## Critical scattering from iron near its Curie point: solution key

### Problem

A small-angle scan without energy analysis is made on bcc Fe at $T=T_C+10$ K $=1053$ K, with $T_C=1043$ K (compiled value, Brännvall 2024, adopted as the sample's own $T_C$). Neutrons of wavelength $\lambda=2.0$ Å and pinhole collimation are assumed. The scan runs through the beam from negative to positive angle, so $q$ carries a sign. The data are illustrative. They stand for a profile corrected for background and resolution and extrapolated behind the beam stop:

| $\lvert q\rvert$ (Å$^{-1}$) | 0 | 0.020 | 0.040 | 0.060 | 0.080 |
|---|---|---|---|---|---|
| $S(q)$ | 400 | 320 | 200 | 123 | 80 |

The full width at half maximum is $W=0.080$ Å$^{-1}$. Typical values used as inputs: lattice parameter near $T_C$, $a\approx2.90$ Å; three-dimensional Heisenberg exponents $\nu\approx0.71$, $\eta\approx0.04$; energy half width at $T_C$, $\hbar\Gamma\approx Aq^{5/2}$ with $A\approx140$ meV Å$^{5/2}$. We assume $g=2$ and a form factor $f=1$. Find the correlation length $\xi$, its amplitude $\xi_0$, the tail amplitude $S(0)/\xi^2$ and the dipolar wavevector $q_d$.

### Theory common to both calculations

**Conventions.** $S(q,\omega)$ refers to one Cartesian spin component, per atom, normalised so that $\int d\omega\,S(q,\omega)=S(q)=\sum_l e^{i\mathbf q\cdot\mathbf R_l}\langle S_0^\alpha S_l^\alpha\rangle$. The susceptibility $\chi_{\rm at}$ is the moment per atom divided by the internal field $\mu_0H$. Neutrons couple only to the two components perpendicular to $\mathbf q$. If the detector sums over all $\omega$ at nearly fixed $\mathbf q$, then $d\sigma/d\Omega=(\gamma_nr_0)^2(g/2)^2f^2\,2S(q)$ per atom, where $\gamma_n$ is the magnitude of the neutron moment in nuclear magnetons, $r_0$ the classical electron radius, and $S$ belongs to a transverse component.

**Fluctuation-dissipation theorem.**
$$S(q,\omega)=\frac{\hbar}{\pi(g\mu_B)^2}\,\frac{\chi_{\rm at}''(q,\omega)}{1-e^{-x}},\qquad x=\frac{\hbar\omega}{k_BT}.$$
Here $1/(1-e^{-x})=1/x+1/2+x/12+\dots$ The constant term drops out of the $\omega$ integral because $\chi''$ is odd. When the spectral weight lies at $|x|\ll1$, only $1/x$ remains, and the Kramers-Kronig relation $\chi_{\rm at}(q)=\pi^{-1}\int d\omega\,\chi_{\rm at}''/\omega$ gives
$$S(q)=\frac{k_BT\,\chi_{\rm at}(q)}{(g\mu_B)^2}.\tag{1}$$

**Ornstein-Zernike form.** A free energy quadratic in the magnetisation and its gradient costs $|m_q|^2(1+q^2\xi^2)/2\chi_{\rm at}(0)$ per mode, so
$$S(q)=\frac{S(0)}{1+q^2\xi^2}=\frac{S(0)\kappa^2}{\kappa^2+q^2},\qquad \kappa=1/\xi.\tag{2}$$
Its three-dimensional transform is proportional to $e^{-r/\xi}/r$.

**Scaling.** With $t=(T-T_C)/T_C$ and $\xi=\xi_0t^{-\nu}$, write $S=t^{-\gamma}D(q\xi)$. At $T_C$, $S\sim q^{-(2-\eta)}$ defines $\eta$, so $D(y)\sim y^{-(2-\eta)}$ at large $y$ and $S\sim t^{-\gamma+\nu(2-\eta)}q^{-(2-\eta)}$. A finite, non-zero limit at $t\to0$ requires $\gamma=\nu(2-\eta)=1.39$. Equation (2) is the case $\eta=0$.

**Quantities that need no width.** $t=9.6\times10^{-3}$ and $t^\nu=0.0369$. With $n=2/a^3=0.0820$ Å$^{-3}$ and $k_BT=90.7$ meV, eq. (1) gives the dimensionless SI susceptibility $\chi=\mu_0n(g\mu_B)^2S(0)/k_BT=0.98$. A magnetisation wave polarised along $\mathbf q$ creates the field $-\mathbf M$, so $1/\chi_L(q)=1/\chi_T(q)+1$. With $\chi_T=\chi\kappa^2/(\kappa^2+q^2)$ this gives $\chi_L=\chi\kappa^2/(\kappa^2+q^2+q_d^2)$ and $q_d=\kappa\sqrt\chi$.

### Attempt (wrong: its answers must not be used)

1. The profile has the form of eq. (2) with $S(0)=400$.
2. The width of a Lorentzian is its inverse correlation length, so $\kappa=W=0.080$ Å$^{-1}$.
3. $\xi=1/\kappa=12.5$ Å.
4. $\xi_0=\xi t^\nu=0.46$ Å.
5. $S(0)\kappa^2=2.56$ Å$^{-2}$.
6. $q_d=\kappa\sqrt\chi=0.079$ Å$^{-1}$.

### Symptom

Insert $\xi=12.5$ Å into eq. (2) and compare with the scan it came from:

| $\lvert q\rvert$ (Å$^{-1}$) | 0 | 0.020 | 0.040 | 0.060 | 0.080 |
|---|---|---|---|---|---|
| scan | 400 | 320 | 200 | 123 | 80 |
| attempt | 400 | 376 | 320 | 256 | 200 |

At the two points that defined $W$, $q=\pm W/2$, the curve stands at $1/(1+\tfrac14)=0.80$ of the peak instead of one half. Its own full width is 0.160 Å$^{-1}$, twice the input. At 0.080 Å$^{-1}$ it lies above the scan by a factor 2.5.

The exponents give no warning. A constant factor in $\kappa$ shifts a plot of $\ln\kappa$ against $\ln t$ without tilting it, so $\nu$ is unchanged, and $\gamma=\nu(2-\eta)$ is satisfied as well as before.

### Faulty line

Line 2. Setting $S(q)=S(0)/2$ in eq. (2) gives $q^2\xi^2=1$, so $q=\pm\kappa$. The distance between these points is $W=2\kappa$. The inverse correlation length is the half width at half maximum. A scan that crosses the beam shows both flanks, which makes the full width the number most easily read off. Lines 3 to 6 are correct operations on a wrong $\kappa$.

### Mended calculation

$$\kappa=W/2=0.040\ \text{Å}^{-1},\qquad \xi=2/W=25\ \text{Å}=8.6\,a.$$
A route that avoids widths confirms this. By eq. (2), $1/S$ is linear in $q^2$, and intercept over slope equals $\kappa^2$. The points at 0.020 and 0.040 Å$^{-1}$ give the slope $(1/200-1/320)/(0.040^2-0.020^2)=1.5625$ Å$^2$ and the intercept $1/200-1.5625\times0.040^2=0.0025$. Hence $\kappa^2=0.0016$ Å$^{-2}$. Then $\xi_0=0.92$ Å, $S(0)\kappa^2=0.64$ Å$^{-2}$ and $q_d=0.040$ Å$^{-1}$.

**Does the static approximation hold?** At $q=\kappa$ the width at $T_C$ serves as an estimate: $\hbar\Gamma=0.045$ meV. The neutron has $k=2\pi/\lambda=3.14$ Å$^{-1}$ and $E=20.5$ meV, and the full scattering angle is $\theta=q/k=0.73^\circ$.

- Against $k_BT$: $\hbar\Gamma/k_BT=5\times10^{-4}$, so eq. (1) is safe.
- Against $E$: $\hbar\Gamma/E=2\times10^{-3}$, so $k_f\approx k$.
- At small angles a stricter condition applies. An energy transfer changes $|\mathbf k_f|$ by $\omega/v$, with $v=\hbar k/m_n$, along the beam. At fixed angle $q^2=q_0^2+(\omega/v)^2$ with $q_0=k\theta$. Constancy of $q$ needs $\hbar\Gamma\ll\hbar vq_0$. Here $\hbar v\kappa=0.52$ meV and the ratio is 0.09. It grows as $q^{3/2}$ and reaches 0.24 at 0.080 Å$^{-1}$.

To size the last effect, take a Lorentzian line with constant $\Gamma$ and set $K^2=\kappa^2+q_0^2$:
$$\int\frac{d\omega}{\pi}\,\frac{\Gamma}{\omega^2+\Gamma^2}\,\frac{1}{K^2+\omega^2/v^2}=\frac{1}{K^2}\,\frac{1}{1+\Gamma/vK}.$$
At $q_0=\kappa$, $\Gamma/vK=0.06$, and the intensity falls by 6 %. A width that grows as $q^{5/2}$ along the integration path puts more weight into the wings and reverses the sign. Since $d\ln S/d\ln q=-1$ at half maximum, a given relative distortion of $S(\kappa)/S(0)$ moves the half width by the same fraction. In a real scan under these conditions $\xi$ is therefore uncertain by something of the order of 10 %, and two figures are the most it can carry.

The finite $\eta$ matters less. The interpolation $S=S(0)[1+q^2\xi^2/p]^{-p}$ with $p=1-\eta/2$ agrees with eq. (2) to order $q^2$ and has the right power at large $q$. It puts the half maximum at $q\xi=\sqrt{p(2^{1/p}-1)}$, which is 0.4 % above 1.

The dipolar term is not small, since $q_d\approx\kappa$. In the quadratic theory it suppresses only the longitudinal component, which the neutron does not see, and the transverse profile keeps the form of eq. (2). It does place the sample in the crossover from isotropic to dipolar behaviour, so the Heisenberg $\nu$ in $\xi_0$ and the $q^{5/2}$ law are approximate here.

### Size of the error

| Quantity | Attempt | Mended | Error |
|---|---|---|---|
| $\kappa$ (Å$^{-1}$) | 0.080 | 0.040 | +100 % |
| $\xi$ (Å) | 12.5 | 25 | −50 % |
| $\xi_0$ (Å) | 0.46 | 0.92 | −50 % |
| $S(0)\kappa^2$ (Å$^{-2}$) | 2.56 | 0.64 | +300 % |
| $q_d$ (Å$^{-1}$) | 0.079 | 0.040 | +100 % |
| $\chi$ | 0.98 | 0.98 | none |

The correlation volume $\xi^3$ comes out too small by a factor 8. If the wrong $\xi$ is used as a thermometer with a correct $\xi_0$, then $t=(\xi_0/\xi)^{1/\nu}$ is too large by $2^{1/\nu}=2.7$, and the sample appears to lie 27 K above $T_C$ instead of 10 K.

These numbers are the model's, not iron's. The width and height of the scan were chosen to reproduce the typical behaviour of Fe, with $\xi_0$ near 1 Å and $q_d$ of roughly 0.03 to 0.05 Å$^{-1}$, so the mended values test nothing about the material. The factor 2 in $\xi$ is exact for a Lorentzian at any temperature, and it is far larger than the inelasticity and $\eta$ corrections estimated above.